Before an orbital gap is used to rank or screen molecules, someone has to choose a functional, and that choice can move the gap by several electronvolts. For the single ring molecule below, at one fixed geometry, the gap runs from about 5 to about 11 eV. The gap is the distance between the highest occupied orbital (HOMO) and the lowest empty one (LUMO); it is not the energy at which the molecule absorbs light.

Restricted Kohn–Sham orbital energies of Ge4H12Si2 (SMILES [SiH2]1[SiH2][GeH2][GeH2][GeH2][GeH2]1, point group C2) in the gas phase, calculated with Ansatz 0.2.0. All functionals use the def2-TZVPP basis set and the same PBE0-D4/def2-TZVP geometry. The gap is the LUMO energy minus the HOMO energy.

```csv
functional,class,"exact exchange, short range (%)","exact exchange, long range (%)",HOMO (eV),LUMO (eV),gap (eV)
SPW92,LDA,0,0,-6.64,-1.50,5.14
PBE-D4,GGA,0,0,-6.54,-1.30,5.24
revPBE-D4,GGA,0,0,-6.50,-1.21,5.29
BLYP-D4,GGA,0,0,-6.39,-1.16,5.23
r2SCAN-D4,meta-GGA,0,0,-6.80,-1.12,5.68
B97M-V,meta-GGA,0,0,-6.92,-1.32,5.60
r2SCANh-D4,global hybrid,10,10,-7.16,-0.85,6.31
B3LYP-D4,global hybrid,20,20,-7.34,-0.71,6.63
PBE0-D4,global hybrid,25,25,-7.54,-0.54,7.00
r2SCAN0-D4,global hybrid,25,25,-7.70,-0.45,7.25
HSE06-D4,screened hybrid,25,0,-7.16,-0.90,6.26
BHLYP-D4,global hybrid,50,50,-8.40,0.35,8.75
CAM-B3LYP-D4,range-separated,19,65,-8.69,0.48,9.16
LC-wPBE,range-separated,0,100,-9.93,1.51,11.43
wB97X-V,range-separated,17,100,-9.64,1.41,11.04
wB97M-V,range-separated,15,100,-9.45,1.14,10.59
```

**The rule and its exceptions**

In this molecule the gap opens by about 0.07 eV for each per cent of exact exchange; other molecules can have a different slope. The figure comes from PBE and PBE0, and B3LYP and BHLYP fall on the same line to within a few hundredths of an eV. The r2SCAN family also follows a straight line, which starts higher and is slightly less steep. B97M-V, another meta-GGA without exact exchange, likewise lies 0.36 eV above the PBE line.

Five functionals break the rule: HSE06, CAM-B3LYP, LC-wPBE, wB97X-V and wB97M-V. They are the ones whose share of exact exchange differs between short and long range. Read against the long-range share, HSE06 lies 1.0 eV above the line and LC-wPBE 0.85 eV below it. Read against the short-range share, LC-wPBE lies 6 eV above it. Neither share alone can serve as the axis.

**Why exact exchange opens the gap**

An electron does not repel itself, but the classical repulsion in a density-functional calculation includes such a term. Approximate exchange of the LDA or GGA kind cancels it only in part, so the occupied levels lie too high. Exact exchange cancels it fully for an occupied orbital. An empty orbital has no self-repulsion to lose, but an LDA or GGA potential is the same for every orbital and pulls the empty ones down too. With exact exchange, this pull on an empty orbital is weaker, while the repulsion by all the electrons of the molecule remains. As exact exchange replaces the approximate kind, the HOMO therefore sinks and the LUMO rises. Because the two kinds are mixed in proportion, the gap grows nearly in proportion too.

This exchange acts between pairs of points within the orbitals, and those points may be close together or several ångström apart. A functional that switches exact exchange on or off with distance therefore captures only part of the effect. HSE06 and PBE0 show how large the parts are. Both have 25% at short range, but HSE06 has none at long range, and it loses 0.74 of the 1.76 eV by which PBE0 opens the PBE gap. The long-range part thus carries a weight of 0.42 in HSE06.

That weight depends on where "long range" begins. The border is set by a parameter $\omega$, an inverse length: the larger $\omega$, the shorter the distance at which the long-range share takes over. By its standard definition HSE06 has $\omega\approx0.11$ per bohr, whereas LC-wPBE has 0.40. In LC-wPBE the long-range share therefore governs most of the distances that matter.

**An effective share**

The long-range part of the Coulomb repulsion is $\mathrm{erf}(\omega r)/r$, where $r$ is the distance between two points. If the second point of each relevant pair is spread in space around the first with a Gaussian density, $e^{-pr^2}$, this part carries the fraction

$$f=\frac{\omega}{\sqrt{\omega^2+p}}$$

of the whole effect. With $a_\mathrm{S}$ and $a_\mathrm{L}$ for the short- and long-range shares, the functional should act like a global hybrid with the share

$$a_\mathrm{eff}=a_\mathrm{S}+(a_\mathrm{L}-a_\mathrm{S})\,f .$$

The weight of 0.42 in HSE06 fixes $\sqrt p\approx0.24$ per bohr. For LC-wPBE this gives $f=0.40/\sqrt{0.40^2+0.24^2}\approx0.86$, hence an effective share of 86%. The estimated gap is $5.24+0.0704\times86\approx11.3$ eV, against 11.43 eV in the table. LC-wPBE had no part in setting the constants, which come from PBE, PBE0 and HSE06 alone.

CAM-B3LYP and wB97X-V are met to within 0.05 eV in the same way. A least-squares fit with one fixed weight for each share, whatever the value of $\omega$, misses HSE06 by 0.6 eV. The printed results after this text list both models. The Gaussian is a crude picture of exchange, so the agreement supports the role of distance more than the exact formula.

**What remains**

wB97M-V still lies 0.4 eV below its estimate. It is built on a meta-GGA, and in the r2SCAN family the meta-GGA form opens the gap by 0.44 eV over PBE before any exact exchange is added. This lead shrinks to 0.25 eV at 25%. If both straight lines are carried on to the effective share of wB97M-V, they cross, and the r2SCAN line ends 0.18 eV below the PBE line. That would be about half of the miss, provided that wB97M-V behaves like r2SCAN and that the line stays straight so far out; both are guesses.

A caution applies to the largest gaps. In BHLYP and the four functionals with more exact exchange at long range than at short range, the LUMO lies above zero and is not a bound level. Such a level is held in place by the limited basis set, and more diffuse functions would pull it down and narrow the gap. The HOMO is bound in every row. Treated in the same way, with its own weight, it is reproduced to within 0.1 eV for CAM-B3LYP, LC-wPBE and wB97X-V, so the distance argument does not rest on the unbound levels.

The analysis program printed:

```
gap opening per per cent of exact exchange, PBE to PBE0 (eV): 0.0704
part of the PBE to PBE0 gap opening that is missing in HSE06: 0.4205
rough length 1/sqrt(p) in the weight (angstrom): 2.229
weight of the long-range part in HSE06, CAM-B3LYP, LC-wPBE, wB97X-V, wB97M-V: 0.4205, 0.8118, 0.86, 0.7842, 0.7842
computed value less model (eV):
           row  gap by short-range share  gap by long-range share  effective share in %  gap by effective share  HOMO by effective share
         SPW92                      -0.1                     -0.1                     0                    -0.1                     -0.1
        PBE-D4                         0                        0                     0                       0                        0
     revPBE-D4                      0.05                     0.05                     0                    0.05                     0.04
       BLYP-D4                     -0.01                    -0.01                     0                   -0.01                     0.15
     r2SCAN-D4                      0.44                     0.44                     0                    0.44                    -0.26
        B97M-V                      0.36                     0.36                     0                    0.36                    -0.38
    r2SCANh-D4                     0.366                    0.366                    10                   0.366                    -0.22
      B3LYP-D4                    -0.018                   -0.018                    20                  -0.018                        0
       PBE0-D4                         0                        0                    25                       0                        0
    r2SCAN0-D4                      0.25                     0.25                    25                    0.25                    -0.16
      HSE06-D4                     -0.74                     1.02                 14.49                       0                        0
      BHLYP-D4                     -0.01                    -0.01                    50                   -0.01                     0.14
  CAM-B3LYP-D4                     2.582                   -0.656                 56.34                -0.04653                  0.03882
       LC-wPBE                      6.19                    -0.85                    86                  0.1358                   -0.066
       wB97X-V                     4.603                    -1.24                 82.09                 0.02092                  0.05691
       wB97M-V                     4.294                    -1.69                 81.66                 -0.3987                   0.2266
gap opening per per cent in the r2SCAN family (eV): 0.0628
r2SCANh gap less the line through r2SCAN and r2SCAN0 (eV): 0.002
wB97M-V gap less the r2SCAN line at its effective share (eV): -0.2181
fit of gap on 11 rows (~meta): constant 5.318 +/- 0.13, coefficient of exx_short 0.01343 +/- 0.0058, coefficient of exx_long 0.05717 +/- 0.0023; rms 0.245, worst HSE06-D4 -0.607, leave-one-out rms 0.387
  rows outside the fit (model, value, miss): r2SCAN-D4 5.318, 5.68, -0.362; B97M-V 5.318, 5.6, -0.282; r2SCANh-D4 6.024, 6.31, -0.286; r2SCAN0-D4 7.083, 7.25, -0.167; wB97M-V 11.24, 10.59, 0.646
```
